A crystal near its resting volume can be pictured as a spring: squeezing it and stretching it by the same amount should cost the same energy. Gallium arsenide, calculated here at seven volumes with a meta-GGA density functional, seems to break that picture badly. The smallest volume costs 35.42 meV per atom and the largest only 8.18, a ratio of 4.33. The tempting conclusion is that the bonds are far from ideal springs. Most of the ratio has a much plainer origin, and the part that does come from the bonds shows up better in the pressures than in the energies.

GaAs (space group F-43m, two-atom cell) calculated with GPAW 26.7.0, the mBEEF functional, PAW data sets (gpaw-data 1.2.1), a 600 eV plane-wave cutoff, an 8×8×8 k mesh and Fermi-Dirac smearing of 0.05 eV, without spin polarisation. The cell is scaled at fixed shape and fractional coordinates; energies are counted from the minimum of the fitted equation of state.

```
volume (Å³/atom)  energy (meV/atom)  pressure (GPa)
           21.23              35.42           6.930
           21.69              18.83           4.850
           22.14               7.78           2.990
           22.59               1.68           1.330
           23.04               0.02          -0.160
           23.49               2.32          -1.490
           23.95               8.18          -2.680
```

The volume is counted per atom, and the energy from the minimum of a smooth curve through the seven points. The pressure is what must act on the crystal to hold it at that volume, so a negative value means that the crystal is being pulled outwards.

The minimum lies at 23.00 Å³ per atom, but the scan is centred on 22.59. Its two ends are therefore unequally far from the bottom of the well: 1.77 Å³ on the small side and 0.95 Å³ on the large side. In a perfectly symmetric parabola the cost grows as the square of the distance, which gives

(1.77 / 0.95)² ≈ 3.5

A well with no lopsidedness at all would thus show most of the observed ratio. What remains is a factor of about 4.33 / 3.5 ≈ 1.2, and only this remainder bears on whether the bonds are ideal springs.

There are two sensible explanations for it. The first is geometry. The bonds may be ideal springs in their own length r, while the volume grows as r³. Equal steps in volume are then larger steps in bond length on the squeezed side, and squeezing costs more although no bond has changed its stiffness. The second is that the bonds really do stiffen as they shorten.

Each idea can be written as an energy law. Let s be the bond length divided by its value at the minimum, E₀ the energy there and C a constant that sets the overall stiffness:

parabola in volume: E = E₀ + C (s³ − 1)²
ideal springs: E = E₀ + C (s − 1)²
stiffening bonds: E = E₀ + C (1/s² − 1)²

Multiplied out, the last law contains a repulsion 1/s⁴ and an attraction −2/s², so the repulsion is the steeper of the two. It is the second-order Birch-Murnaghan equation of state. All three laws have the same number of adjustable constants: depth, position and stiffness.

These constants were found by least squares from the seven energies. Judged by the energies alone, the ideal springs look acceptable: their root-mean-square miss is 0.29 meV per atom, less than one per cent of the cost at the smallest volume. The stiffening bonds miss by only 0.05 meV per atom, so the energies already favour them, but the miss of the springs is small enough to be overlooked. A fit that may shift the position and depth of its well can hide a wrong shape quite effectively. The pressure is the slope of the energy curve with its sign reversed, and a slope is much harder to disguise.

The pressures took no part in the fits, so each law can be asked to predict them. The root-mean-square misses are 0.33 GPa for the parabola, 0.21 GPa for the ideal springs and 0.04 GPa for the stiffening bonds. At the smallest volume the ideal springs fall short by 0.4 GPa, about six per cent of the pressure there. Since energies and pressures come from the same calculation, this comparison tests the shape of the curve and not the quality of the density functional.

The stiffness of a bond can also be read from the pressures without choosing a law. Each atom has four bonds, each shared with a neighbour, which makes two bonds per atom. If the whole energy is assigned to these bonds, the energy per bond changes with bond length at the rate

slope = −3 P V / (2 r)

where P is the pressure and V the volume per atom. The change of this slope from one row to the next, divided by the change in bond length, is the stiffness.

For ideal springs the stiffness would be the same throughout. Instead it falls at every step of the expansion, from 9.9 eV/Å² between the two smallest volumes to 6.9 eV/Å² between the two largest. The bond length itself changes by only four per cent over the whole scan. Geometry alone therefore fails: counted per bond, the calculated crystal becomes stiffer as it is squeezed. This stiffness is an effective one, because it also contains whatever more distant atoms contribute.

Bonding theory offers a reason, which the energies agree with but do not separate into parts. Electrons shared between neighbouring atoms pull them together, and this attraction grows as the atoms approach. At the same time the electron clouds are pushed into one another. The Pauli principle then forces electrons into states of higher kinetic energy, and this repulsion grows more steeply than the attraction. At the resting length the two forces cancel, but their rates of change do not: the steep repulsion dominates the stiffness, and it does so more strongly the shorter the bond becomes.

A diatomic molecule is the simplest system with this behaviour. Its energy curve has a steep inner wall and a gentle outer slope, so its bond is stiffer when compressed than when stretched. The comparison makes the direction of the effect in gallium arsenide plausible, but it does not give the size. In the crystal all bonds change length together, and the scan stays close to the minimum, far from the region where a molecule would come apart.

The size can be expressed by one number. Let g be the percentage by which the stiffness rises when the bond is shortened by one per cent, starting from the minimum. With primes for derivatives with respect to s,

g = −E‴ / E″

The ideal spring has g = 0. For the stiffening law E″ = 8C and E‴ = −72C, so g = 9: one per cent of shortening makes the bond about nine per cent stiffer.

This can be checked against the table. The middle of the first interval lies at a bond length of 2.407 Å and that of the last at 2.488 Å, a difference of 0.081 Å. Relative to the resting length of about 2.46 Å this is 3.3 per cent. The law then predicts a stiffness ratio of

exp(9 × 0.033) ≈ 1.35

The pressures give 1.44. They were not used to set up the law, so the comparison is a fair one: the law reproduces most of the stiffening, but is somewhat too gentle.

The same shortfall appears in the response of the crystal as a whole. The bulk modulus B is the resistance to a change in volume, and its slope B′ says how fast it rises with pressure. Working out the pressure from E and differentiating again gives, at the minimum,

B′ = 1 + g/3

Ideal springs therefore have B′ = 1 and the stiffening law has B′ = 4. Comparing the first and last intervals of the computed pressures gives about 4.6, which corresponds to g ≈ 11.

For a neighbouring case it helps to know what controls g. If the repulsion falls off as 1/rⁿ and the attraction as 1/rᵐ, the same two derivatives give

g = n + m + 3

With the same attraction, a crystal with a steeper repulsion should thus stiffen faster under pressure, as long as squeezing shortens all its bonds in proportion. Only the sum of the two powers enters. The powers 4 and 2 used here are accordingly a convenient description and not a measured force law for the Ga–As bond.

The first practical consequence is to locate the minimum before reading any asymmetry from a scan. Distances should be measured from there and compared in equal steps. By the stiffening law, a four per cent reduction in volume costs only 1.14 times as much as a four per cent increase. The true lopsidedness is slightly larger, since this law is somewhat too gentle, but it is far from the factor of four suggested by the ends of the table.

The second is not to treat the bulk modulus as constant when the pressure reaches several GPa. The equation of state fitted to the seven energies gives B₀ = 72.3 GPa at zero pressure and B′ = 4.64. At 4.85 GPa, the pressure of the second row, a modulus that stays at B₀ gives V₀/V = exp(4.85 / 72.3), a volume loss of 6.5 per cent. The table shows 5.7 per cent, so a constant modulus exaggerates the compression by about a seventh.

Letting the modulus rise linearly with the pressure repairs this. Integrating dV/V = −dP/(B₀ + B′P) gives the Murnaghan formula, in which V₀ is the volume at the minimum:

V/V₀ = (1 + B′P/B₀)^(−1/B′)
V/V₀ = (1 + 4.64 × 4.85 / 72.3)^(−1/4.64) ≈ 0.943

The predicted loss is 5.7 per cent, as in the table. The energy of this row helped to fix the two constants, so the agreement shows that the formula is adequate in this range and is no independent prediction.

These values have their limits. The pressures computed directly lie about 0.015 GPa below those from the fitted energy curve, probably because the plane-wave basis is finite, although this was not tested. The offset is nearly constant, so it hardly affects the stiffness, which rests on pressure differences. At zero pressure it shifts the volume by only about 0.005 Å³ per atom.

The density functional and the temperature matter more. Another functional would give a somewhat different resting volume and bulk modulus. The atoms in this calculation also stand still, whereas in a real crystal at room temperature they vibrate, which makes it slightly larger and softer. Where the absolute values count, measured constants are the safer choice. The advice to let the modulus rise with pressure remains the same.
